## The question

The molecule and its geometry stay the same from row to row in the table below; only the density functional changes. The highest occupied level (HOMO), the lowest empty level (LUMO) and the gap between them nevertheless shift by several electronvolts. If the cause of these shifts is understood, the levels should be predictable for two functionals whose results are still hidden, wB97X-V and wB97M-V.

Restricted Kohn–Sham orbital energies of CAlClFNO (SMILES O=C=[N][Al]([F])[Cl]) in the gas phase, computed with Ansatz 0.2.0 in the def2-TZVPP basis at the PBE0-D4/def2-TZVP geometry. The gap is the LUMO energy minus the HOMO energy. The shares of exact exchange are those in each functional's definition, rounded to whole per cent.

| functional | class | exact exchange, short range (%) | exact exchange, long range (%) | HOMO (eV) | LUMO (eV) | gap (eV) |
| --- | --- | --- | --- | --- | --- | --- |
| SPW92 | LDA | 0 | 0 | -7.97 | -2.26 | 5.72 |
| PBE-D4 | GGA | 0 | 0 | -7.73 | -1.96 | 5.77 |
| revPBE-D4 | GGA | 0 | 0 | -7.64 | -1.80 | 5.84 |
| BLYP-D4 | GGA | 0 | 0 | -7.58 | -1.92 | 5.66 |
| r2SCAN-D4 | meta-GGA | 0 | 0 | -8.06 | -1.48 | 6.58 |
| B97M-V | meta-GGA | 0 | 0 | -8.05 | -1.76 | 6.29 |
| r2SCANh-D4 | global hybrid | 10 | 10 | -8.60 | -1.21 | 7.39 |
| B3LYP-D4 | global hybrid | 20 | 20 | -8.90 | -1.42 | 7.48 |
| PBE0-D4 | global hybrid | 25 | 25 | -9.17 | -1.10 | 8.07 |
| r2SCAN0-D4 | global hybrid | 25 | 25 | -9.41 | -0.82 | 8.59 |
| HSE06-D4 | screened hybrid | 25 | 0 | -8.77 | -1.47 | 7.29 |
| BHLYP-D4 | global hybrid | 50 | 50 | -10.50 | -0.38 | 10.12 |
| CAM-B3LYP-D4 | range-separated | 19 | 65 | -10.55 | -0.23 | 10.32 |
| LC-wPBE | range-separated | 0 | 100 | -11.90 | 1.08 | 12.98 |
| wB97X-V | range-separated | 17 | 100 | ? | ? | ? |
| wB97M-V | range-separated | 15 | 100 | ? | ? | ? |

## What exact exchange does to the levels

In a density functional calculation each electron feels the repulsion of the whole electron cloud, its own share included. The exchange term has to remove this repulsion of an electron with itself. Semi-local exchange, used in the LDA, GGA and meta-GGA rows, removes it only in part, so occupied levels lie too high. Exact exchange removes it fully, and the HOMO sinks.

An empty level has no charge of its own in the cloud, so it has no self-repulsion to remove. Semi-local exchange attracts it all the same, much as it attracts the occupied levels. Exact exchange gives an empty level far less of this attraction, and the LUMO rises. This is standard theory; the table shows its expected result, a gap that opens from both sides.

From PBE to PBE0, which replaces a quarter of the semi-local exchange, the gap grows from 5.77 to 8.07 eV. About 63% of that growth comes from the HOMO. The BLYP and r2SCAN families also open from both sides, with the larger part from the HOMO.

## Why the growth is nearly linear

A global hybrid mixes exact and semi-local exchange in a fixed proportion at all distances. As long as the orbitals hardly change, each level moves in proportion to the share of exact exchange. The gap grows by 0.92 eV per ten percentage points from PBE to PBE0, and by 0.89 eV from BLYP to BHLYP.

The r2SCAN family starts from a wider gap and climbs more slowly, by 0.80 eV per ten points. Its lead over the PBE family therefore shrinks, from 0.81 eV without exact exchange to 0.52 eV at 25%. A shrinking lead is expected if it belongs largely to the semi-local exchange, which is the part being replaced. Replacing a quarter of that exchange should, however, remove only about a quarter of the lead, some 0.2 eV. The actual loss is 0.29 eV, so this explanation is only rough.

## Why distance matters too

HSE06 and PBE0 use the same share of exact exchange at short range, but HSE06 switches it off at long range. Its gap is 7.29 eV, so about a third of the growth from PBE to PBE0 is lost. LC-wPBE does the opposite: it has no exact exchange at short range and 100% at long range. Its gap of 12.98 eV is the largest among the known rows.

What counts as long range is set by a parameter $\omega$, an inverse distance. HSE06 has a small $\omega$, roughly 0.11 per bohr, so its exact exchange fades slowly and is mostly gone only at around 5 Å. LC-wPBE has roughly 0.40 per bohr and has largely changed over at little more than 1 Å, about the length of a bond. Much of an orbital's repulsion with itself then already counts as long range.

## A simple model

The model needs the fraction $f$ of an orbital's self-repulsion that counts as long range. Take the orbital's charge as a Gaussian cloud. Its self-repulsion is inversely proportional to a width $b$. Keeping only the long-range part of the interaction has the same effect as smearing the charge further, so that $b$ becomes $\sqrt{b^2+1/\omega^2}$. The ratio of the two repulsions, with $\kappa=1/b$, is

$$f=\frac{\omega}{\sqrt{\omega^2+\kappa^2}}.$$

The effective share of exact exchange is then

$$x=a_\text{short}+(a_\text{long}-a_\text{short})\,f,$$

where $a_\text{short}$ and $a_\text{long}$ are the two exact-exchange columns, read as fractions. The gap is taken as a straight line in $x$. Functionals built on a meta-GGA get a surplus that fades as $1-x$.

The line, the surplus and $\kappa$ were fitted to the fourteen known rows, with rough recalled values for $\omega$. The typical misfit is 0.10 eV, and 0.17 eV when each row is predicted from the others. A comparison model with as many constants gives the short-range and long-range shares fixed weights, whatever $\omega$ is. Its typical misfit is 0.30 eV, and it puts the HSE06 gap 0.87 eV too low.

The Gaussian argument applies to an occupied orbital. For the gap, which also involves an empty one, the formula is only a plausible interpolation, and $\kappa$ should not be read as the size of an orbital. The fit supports the idea of an effective share, but it does not test the self-interaction argument behind it.

## One forecast worked through

wB97X-V was not part of the fit. It has 17% exact exchange at short range, 100% at long range and $\omega$ of roughly 0.30 per bohr. The fitted $\kappa$ is 0.3025 per bohr, so $f\approx0.30/\sqrt{0.30^2+0.3025^2}\approx0.70$. The effective share follows as $17+83\times0.70\approx75\%$.

The fitted line starts at 5.75 eV and rises by 8.94 eV for a full replacement of semi-local exchange. The forecast is therefore $5.75+8.94\times0.75\approx12.5$ eV.

## The forecasts

The central values are those of the model, unshifted. The HOMO comes from a second fit of the same form, and the LUMO is the sum of the HOMO and gap forecasts.

- **Gaps:** both lie above CAM-B3LYP and below LC-wPBE, near 12.5 eV, each ±0.5 eV, and within 0.3 eV of each other. The model gives 12.5 eV for wB97X-V and 12.6 eV for wB97M-V.
- **HOMOs:** the model gives −11.7 eV for each, ±0.5 eV.
- **LUMOs:** both are positive, ±0.5 eV. The model gives 0.8 eV for wB97X-V and 0.9 eV for wB97M-V.

The error bars are a judgement and are wider than the scatter of the fit, for two reasons. Only three known rows treat short and long range differently. In both target functionals, moreover, the semi-local part was adjusted together with the exact exchange, so neither is simply a known parent with exact exchange mixed in.

A positive LUMO means that an electron added to this orbital, with the others left unchanged, is not bound. The basis set holds it near the molecule; with very diffuse functions the level would fall towards zero and the gap would shrink. The forecasts therefore hold for this basis set only. The same caution applies to the LC-wPBE gap used in the fit, since its LUMO is positive too.

## The computed values

The withheld rows as computed:

| functional | class | exact exchange, short range (%) | exact exchange, long range (%) | HOMO (eV) | LUMO (eV) | gap (eV) |
| --- | --- | --- | --- | --- | --- | --- |
| wB97X-V | range-separated | 17 | 100 | -11.52 | 0.90 | 12.41 |
| wB97M-V | range-separated | 15 | 100 | -11.41 | 0.55 | 11.96 |

For wB97X-V all three forecasts fall within their bars. The gap is 12.41 eV, less than 0.1 eV below the model. The HOMO forecast was 0.14 eV too deep and the LUMO forecast 0.07 eV too low, so the two errors partly cancel in the gap.

For wB97M-V both levels are within their bars, but the gap is not. The forecast HOMO was 0.31 eV too deep and the forecast LUMO 0.35 eV too high. Here the errors add up, and the computed gap of 11.96 eV lies 0.66 eV below the model.

Both gaps do lie between those of CAM-B3LYP and LC-wPBE. They differ by 0.45 eV, however, not by less than 0.3 eV, and the model had put them in the wrong order. The comparison model with fixed weights does worse on both rows: its gaps are 0.56 and 1.53 eV too large.

## What the miss teaches

In the model the two functionals have almost the same effective share, 75.45% and 74.85%. That difference is worth only about 0.05 eV in the gap. If the model treats exact exchange correctly, most of the 0.45 eV between them must come from the rest of the functional.

The meta-GGA surplus is the first suspect, because it raised the forecast for wB97M-V. At this effective share it amounts to $0.75\times0.25\approx0.19$ eV. Without it the forecast would still be 0.48 eV too high, so the surplus explains less than a third of the miss.

The remainder may come from the joint adjustment of semi-local and exact exchange in wB97M-V. That is a guess, and wB97X-V, which was adjusted in a similar way, shows that such a functional can still fall on the line.

The effective share thus places a functional to within several tenths of an electronvolt, while the finer order probably depends on its semi-local part. Such differences concern orbital energies, not the energy at which the molecule absorbs light. Since the gap of this one molecule more than doubles from BLYP to LC-wPBE, gaps of different molecules should be compared only within one functional.

The printed output below gives both gap models, the HOMO fit and every miss.

Numerical output:

```
fit of gap on 14 rows: constant 5.745 +/- 0.05, coefficient of (exx_short + lr*om/sqrt(om**2 + s**2))/100 8.939 +/- 0.14, coefficient of meta*(1 - (exx_short + lr*om/sqrt(om**2 + s**2))/100) 0.7456 +/- 0.079, s 0.3025; rms 0.0982, worst B97M-V 0.2, leave-one-out rms 0.172
  rows outside the fit (model, value, miss): wB97X-V 12.49, 12.41, 0.0792; wB97M-V 12.62, 11.96, 0.664
fit of gap on 14 rows: constant 5.874 +/- 0.16, coefficient of exx_short/100 2.168 +/- 0.66, coefficient of exx_long/100 6.731 +/- 0.34, coefficient of meta 0.5603 +/- 0.22; rms 0.296, worst HSE06-D4 -0.874, leave-one-out rms 0.603
  rows outside the fit (model, value, miss): wB97X-V 12.97, 12.41, 0.563; wB97M-V 13.49, 11.96, 1.53
fit of homo on 14 rows: constant -7.74 +/- 0.042, coefficient of (exx_short + lr*om/sqrt(om**2 + s**2))/100 -5.633 +/- 0.12, coefficient of meta*(1 - (exx_short + lr*om/sqrt(om**2 + s**2))/100) -0.3241 +/- 0.066, s 0.3663; rms 0.0823, worst SPW92 0.23, leave-one-out rms 0.107
  rows outside the fit (model, value, miss): wB97X-V -11.66, -11.52, -0.14; wB97M-V -11.72, -11.41, -0.31
gap rise per 10 points of exact exchange, PBE to PBE0 (eV): 0.92
gap rise per 10 points of exact exchange, BLYP to BHLYP (eV): 0.892
gap rise per 10 points of exact exchange, r2SCAN to r2SCAN0 (eV): 0.804
part of the PBE to PBE0 gap rise that comes from the HOMO (%): 62.61
part of the PBE to PBE0 gap rise that is missing in HSE06 (%): 33.91
effective share in the gap model for CAM-B3LYP, LC-wPBE, wB97X-V, wB97M-V (%): 52.91, 79.76, 75.45, 74.85
LUMO forecast (gap model plus HOMO model) for wB97X-V, wB97M-V (eV): 0.8287, 0.9037
LUMO forecast less computed value for wB97X-V, wB97M-V (eV): -0.07129, 0.3537
```
